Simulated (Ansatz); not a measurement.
A series in volume scale on Sr3SbN

Results calculated with Ansatz 0.2.0, not measured. Free energy against uniform scaling of the volume at fixed shape and fractions; periodic cell, basis, potentials, k mesh and filling as listed.

The cell before it is scaled or strained (space group Pm-3m, No. 221):
```
Sr3SbN
1.0
      5.1950     0.0000     0.0000
      0.0000     5.1950     0.0000
      0.0000     0.0000     5.1950
Sr Sb N
3 1 1
Direct
  0.00000 0.50000 0.50000
  0.50000 0.50000 0.00000
  0.50000 0.00000 0.50000
  0.00000 0.00000 0.00000
  0.50000 0.50000 0.50000
```

Settings of every row: functional r2SCAN; dispersion D3(BJ); accuracy medium; potentials PAW; wave cutoff 630 eV; density cutoff 2520 eV; k mesh 4x4x4; k shift 0x0x0; occupations fermi dirac; smearing width 0.1 eV; spin none; xc grid level 2.

Limits: dispersion damping borrowed; the cell comes from a prototype or a list of computed structures and needn't be the stable phase.

```
row  volume scale  V (Å³/atom)  energy above lowest point (meV/atom)  pressure (GPa)
  1          0.92       25.797                                  17.1            3.59
  2        0.9467       26.546                                     ?               ?
  3        0.9733       27.292                                     0            0.23
  4             1       28.041                                   2.2           -1.13
  5        1.0267       28.789                                  10.2            -2.3
  6        1.0533       29.535                                  23.4           -3.32
  7          1.08       30.284                                  41.1           -4.21
```

Question: what energy above lowest point and pressure should row 2 give?

Worked fit of energy above lowest point. Take u = (V_r/V)^(2/3) − 1 with V_r = 28.415 Å³ an atom, which is twice the finite (Eulerian) strain; such expansions in the strain, on which the Birch-Murnaghan equation of state is built, carry the rest volume and the bulk modulus. The shown rows have u = 0.06656, 0.02725, 0.00887, -0.00868, -0.02544, -0.04158. Least squares give energy above lowest point = 5.5 − 460.2 × u + 9531 × u² meV/atom; a straight line predicts inner rows, each left out in turn, worse (root mean square 12 against 0.043 meV/atom). All shown rows lie on it to the printed digit. Its lowest point lies at u = 0.0241, or V = 27.42 Å³ an atom, and the curvature there gives the bulk modulus at fixed shape and fractions, B = (4/9)(1 + u)² E″(u)/V = 51.9 GPa. The withheld row has u = 0.0464, so the fit gives 5.5 − 460.2 × (0.0464) + 9531 × (0.0464)² = 4.7 meV/atom.

The calculation gave 4.6 meV/atom. The fit lies 0.1 meV/atom (2.2 % of the value, 0.24 % of the column's range) above it, one unit of the last digit.

Worked fit of pressure. Take u = (V_r/V)^(2/3) − 1 with V_r = 28.415 Å³ an atom, which is twice the finite (Eulerian) strain; such expansions in the strain, on which the Birch-Murnaghan equation of state is built, carry the rest volume and the bulk modulus. The shown rows have u = 0.06656, 0.02725, 0.00887, -0.00868, -0.02544, -0.04158. Least squares give pressure = −1.735 + 66.88 × u + 184.8 × u² + 186 × u³ GPa; a parabola predicts inner rows, each left out in turn, worse (root mean square 0.009 against 0.0042 GPa). All shown rows lie on it to the printed digit. The pressure vanishes at u = 0.0243, or V = 27.41 Å³ an atom, and there the bulk modulus at fixed shape and fractions is B = −V dP/dV = (2/3)(1 + u) dP/du = 52 GPa. The withheld row has u = 0.0464, so the fit gives −1.735 + 66.88 × (0.0464) + 184.8 × (0.0464)² + 186 × (0.0464)³ = 1.78 GPa.

The calculation gave 1.79 GPa. The fit lies 0.01 GPa (0.13 % of the column's range) below it, one unit of the last digit.
